Appendix: choosing a CI level for Pariser minus states

A.1 What singles CI gives exactly

Under zero differential overlap (ZDO), (pq|rs) = Σ ρ(pq)μ γμν ρ(rs)ν with ρ(pq)μ = cμp cμq, and the dipole operator is diagonal in the sites. In a neutral alternant the SCF orbitals pair: cμi′ = sμ cμi (sμ = ±1 on the two sublattices), with εi + εi′ constant. This fixes the phases, and ρ(ij′) = ρ(ji′). The singlet CIS matrix is δij δab (εa − εi) + 2(ia|jb) − (ij|ab); the triplet lacks 2(ia|jb). The swap i→j′ ↔ j→i′ preserves the orbital gap and the transition density, and turns (ik|j′l′) = (ik|jl) into (jl|ik). Both matrices therefore split into Pariser's (1956) plus and minus blocks. A minus combination has ρ = 0 on every site, so its transition dipole and its 2(ia|jb) terms vanish: it is dark, and singlet and triplet coincide. Darkness and the block structure rest on particle–hole symmetry, which conserves excitation level, and hold at every CI level. The degeneracy belongs to CIS alone.

For butadiene, cμk = √(2/5) sin(μkπ/5), 3 = 2′, 4 = 1′, and ρ(13) = ρ(24) = (1, −1, −1, 1)/(2√5). Inversion already forbids Ag in the s-trans form; in s-cis only pairing darkens the state.

A.2 Solvable model

Keep equal bonds β and only the on-site γ = U. Energies E are in |β|, measured from U. The Hückel orbitals are self-consistent, E(RHF) = −√20, and (11|33) = (22|44) = (12|34) = U/5 cancel in the minus state, so CIS gives ΔS = ΔT = √5.

This model also conserves pseudospin, which acts on empty and doubly occupied sites. Minus triplets have spin 1 and pseudospin 1, hence exactly one doubly occupied site, so the CIS triplet is an exact eigenstate, E = −√5. The nine ¹Ag⁻ states comprise one with pseudospin 2 (E = U) and eight with pseudospin 0. Particle–hole conjugation of one spin preserves the hopping and reverses the interaction, which therefore links only even to odd states. Even: reference (−√20), single S (−√5), double Z (0), triple T (√5), quadruple Q (√20). Odd: doubles D∓ (∓2; 2²→3², 1²→4²) and Y (0). With g = (D− + D+)/√2, the couplings to (g, Y) are −U v₁/√2 for reference and Q, −U v₂/√2 for S and T, −U v₃ for Z, where v₁ = (3, 2√3)/5, v₂ = (−2, 2√3)/5, v₃ = (2√3, −1)/5. Eliminating all states but g and Y gives

det[diag(E − 4/E, E) − U² Σ fₖ vₖvₖᵀ] = 0,
f₁ = ½[1/(E + √20) + q/(E − √20)], f₂ = ½[1/(E + √5) + τ/(E − √5)], f₃ = 1/E.

CISD has τ = q = 0, CISDT τ = 1, q = 0. Full CI (τ = q = 1) reduces, with x = E², u = U², to

x⁴ − (29 + 2u)x³ + (200 + 34u + u²)x² − (400 + 104u + 5u²)x + 16u = 0.

At second order the ground state falls by 0.0465√5 u and S by 0.128√5 u, which is the leading singlet–triplet gap; the CIS deviation of ΔS is +0.182u. T and Q enter at fourth order, leaving +0.0209u² (CISD) and +0.0027u² (CISDT). These laws need the S–D− coupling U/5 to be small against their spacing √5 − 2 = 0.236.

Assume a typical |β| = 2.4 eV and U = 2|β| = 4.8 eV, outside that range. The two largest roots give E = −4.8759 and −3.0252, so ΔS = 4.442 eV, ΔT = 6.336 eV and the gap ΔT − ΔS = 1.894 eV. These are the model's values: the vertical 2¹Ag state of butadiene is typically placed near 6.4 eV, so this model without bond alternation or intersite repulsion lies about 2 eV low.

A.3 Cost

For N sites and n = N/2, level k holds Σ C(n,a)² C(n,b)² determinants with Sz = 0 (a + b = k), tending to 2n², 3n⁴/2 and 5n⁶/9; full CI holds C(N,n)² ≈ 2·4ᴺ/(πN). D is the vector length, covering both spins; a product formed without storing the matrix needs memory of order D. Work W counts multiply–adds per matrix–vector product, equal iteration numbers assumed. ZDO lets an interaction act on one index pair by transformation to sites and back, 2(n²N + nN²) operations per n² elements, or 6N each. Level k has k(2k − 1) pairs, so W ≈ 6k(2k − 1)ND, growing as N³, N⁵, N⁷; a stored matrix (W = D²) is used when it takes less work, which raises the memory to D². Couplings between levels add terms of the same order in N, so the factorised W is a low estimate. Full CI works in the site basis, where each spin has on average (N − 1)·2C(N−2, n−1)/C(N,n) = n hops, so W = (N + 1)D. For minus states alone CIS shrinks further to n(n − 1)/2, asymptotically a quarter of D, because one block serves both spins.

Deviations δ from full CI (eV, N = 4) and costs:

level | δΔS | δΔT | δgap | D(4) | W(4) | D(14) | W(14)
CIS | +0.925 | −0.969 | −1.894 | 9 | 81 | 99 | 8316
CISD | +0.106 | −0.038 | −0.144 | 27 | 729 | 3382 | 1.70×10⁶
CISDT | −0.035 | −0.036 | −0.002 | 35 | 1225 | 49050 | 6.18×10⁷
full CI | 0 | 0 | 0 | 36 | 180 | 1.18×10⁷ | 1.77×10⁸

W(4) of the three truncated levels is for a stored matrix and thus also gives their memory; with memory of order D they need the factorised W = 216, 3888 and 12600. All other entries need memory of order D. The triplet deviation is purely that of the ground state. CISDT nearly completes the excited singlet, while the ground state still lacks Q, hence the sign change in δΔS.

A.4 Choice

For butadiene, stored-matrix CIS takes the least work for labels, darkness and excitation energies to 1 eV, but it misses the whole gap. For 0.2 eV or better, full CI is cheapest, at a quarter of the work of stored-matrix CISD and with a vector of 36 numbers against a matrix of 729. CISD wins on memory only in factorised form (27 against 36), at 22 times the full-CI work. Within W ≤ 100 take stored-matrix CIS, within W ≤ 200 full CI. Full CI stays cheaper than CISD up to N = 8 and than CISDT up to N = 12. At N = 14, budgets of 10⁴, 10⁷ and 10⁸ admit CIS, CISD and CISDT. The nested spaces guarantee lower total energies there, not closer excitation energies, and the tabulated deviations do not transfer: in longer chains the excited state needs triples already at second order to correlate the remaining electrons, so the CISD deviation returns to order u.